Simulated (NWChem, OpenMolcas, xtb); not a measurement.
# BOF (fluoro(oxo)borane): methods side by side

The species is BOF (3 atoms), meant as a singlet with charge 0. SMILES: `O=BF`. Geometry: relaxed at PBE0-D4/def2-TZVP.

```xyz
3

O     0.9831   -0.5651    0.4799
B     0.0203   -0.0116    0.0099
F    -1.0034    0.5768   -0.4898
```

Each level gives the energy change with the O1–B2 bond stretched from 1.206 to 2.653 Å (eV). The values are calculated.

```json
{"level": "GFN-FF", "kind": "force field", "program": "xtb", "value (eV)": "6.64", "CPU time (all runs)": "under 2 s"}
{"level": "GFN0-xTB", "kind": "semi-empirical", "program": "xtb", "value (eV)": "4.07", "CPU time (all runs)": "under 2 s"}
{"level": "HF/cc-pVTZ (restricted)", "kind": "Hartree–Fock", "program": "NWChem", "value (eV)": "8.27", "CPU time (all runs)": "39 s"}
{"level": "BLYP/cc-pVTZ (restricted)", "kind": "GGA", "program": "NWChem", "value (eV)": "9.06", "CPU time (all runs)": "83 s"}
{"level": "r2SCAN/cc-pVTZ (restricted)", "kind": "meta-GGA", "program": "OpenMolcas", "value (eV)": "9.67", "CPU time (all runs)": "40 s"}
{"level": "B3LYP/cc-pVTZ (restricted)", "kind": "global hybrid", "program": "NWChem", "value (eV)": "9.31", "CPU time (all runs)": "25 s"}
{"level": "CAM-B3LYP/cc-pVTZ (restricted)", "kind": "range-separated hybrid", "program": "NWChem", "value (eV)": "9.52", "CPU time (all runs)": "84 s"}
{"level": "B2PLYP/cc-pVTZ (restricted)", "kind": "double hybrid", "program": "NWChem", "value (eV)": "9.59", "CPU time (all runs)": "20 s"}
{"level": "CCSD/cc-pVTZ (restricted)", "kind": "coupled cluster or CI", "program": "NWChem", "value (eV)": "9.09", "CPU time (all runs)": "5.9 min"}
```

The first shape isn't each level's own minimum. The values span 4.07 to 9.67 eV. CPU times are rough (shared hosts, several kinds of processor): they show what a rung costs within a factor of a few.

Pulling the oxygen away from boron is costly at every electronic level from Hartree–Fock upwards, as expected for a short, polar multiple bond in a molecule isoelectronic with CO2, where oxygen π donation into boron reinforces the σ bond. The singlet constraint adds to the cost: closed-shell BF then separates from singlet oxygen, whereas the lowest asymptote has a triplet O atom. The values therefore shouldn't be read as the ground-state bond dissociation energy.

Hartree–Fock gives 8.27 eV and CCSD 9.09 eV, which suggests that the correlation lost on breaking the bond outweighs that gained by the stretched structure. Exact exchange alone doesn't order the results: the cost rises from BLYP through B3LYP to CAM-B3LYP, but r2SCAN, without any, is highest. GFN-FF and GFN0-xTB fall far lower, probably because their parameters chiefly describe near-equilibrium bonding. BLYP's closeness to CCSD doesn't establish its accuracy, since a single closed-shell reference describes the open p shell of singlet oxygen poorly and connected triples may matter.
